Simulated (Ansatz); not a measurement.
## A series in volume scale on InAg

Free energy against uniform scaling of the volume at fixed shape and fractions; periodic cell, basis, potentials, k mesh and filling as listed. The results are calculated, by Ansatz 0.2.0.

The cell before it is scaled or strained (space group Pm-3m, No. 221):
```
cell vectors (Å)
   3.4763     0.0000     0.0000
   0.0000     3.4763     0.0000
   0.0000     0.0000     3.4763
atoms (fractions of the cell vectors)
In  0.50000  0.50000  0.50000
Ag  0.00000  0.00000  0.00000
```

Settings of every row: functional r2SCAN; dispersion none; potentials PAW; wave cutoff 600 eV; density cutoff 2400 eV; k mesh 8x8x8; k shift 0x0x0; occupations fermi dirac; smearing width 0.15 eV; spin none.

Limits: coarse k mesh, up to 40 meV an atom off; the cell comes from a prototype or a list of computed structures and needn't be the stable phase.

```
row  volume scale  V (Å³/atom)  pressure (GPa)  energy above lowest point (meV/atom)
  1        0.9406       19.757            3.34                                   8.3
  2        0.9703       20.381            0.99                                     0
  3             1       21.005               ?                                     ?
  4        1.0297       21.629           -2.48                                   6.7
  5        1.0594       22.253           -3.74                                  18.9
```

Question: what pressure should row 3 give?

Worked fit of pressure. Take u = (V_r/V)^(2/3) − 1 with V_r = 21.005 Å³ an atom, which is twice the finite (Eulerian) strain; such expansions in the strain, on which the Birch-Murnaghan equation of state is built, carry the rest volume and the bulk modulus. The shown rows have u = 0.04168, 0.02031, -0.01933, -0.03775. Least squares give pressure = −0.926 + 87.64 × u + 350.7 × u² GPa; a straight line predicts inner rows, each left out in turn, worse (root mean square 0.32 against 0.022 GPa). The rows lie off it by 0.00, -0.01, 0.01, -0.01. The pressure vanishes at u = 0.0102, or V = 20.69 Å³ an atom, and there the bulk modulus at fixed shape and fractions is B = −V dP/dV = (2/3)(1 + u) dP/du = 63.8 GPa. The withheld row has u = 0, so the fit gives −0.926 + 87.64 × (0) + 350.7 × (0)² = -0.93 GPa.

The calculation gave -0.92 GPa. The fit lies 0.01 GPa (1.1 % of the value, 0.14 % of the column's range) below it, one unit of the last digit.

The other values of row 3: energy above lowest point 0 meV/atom.
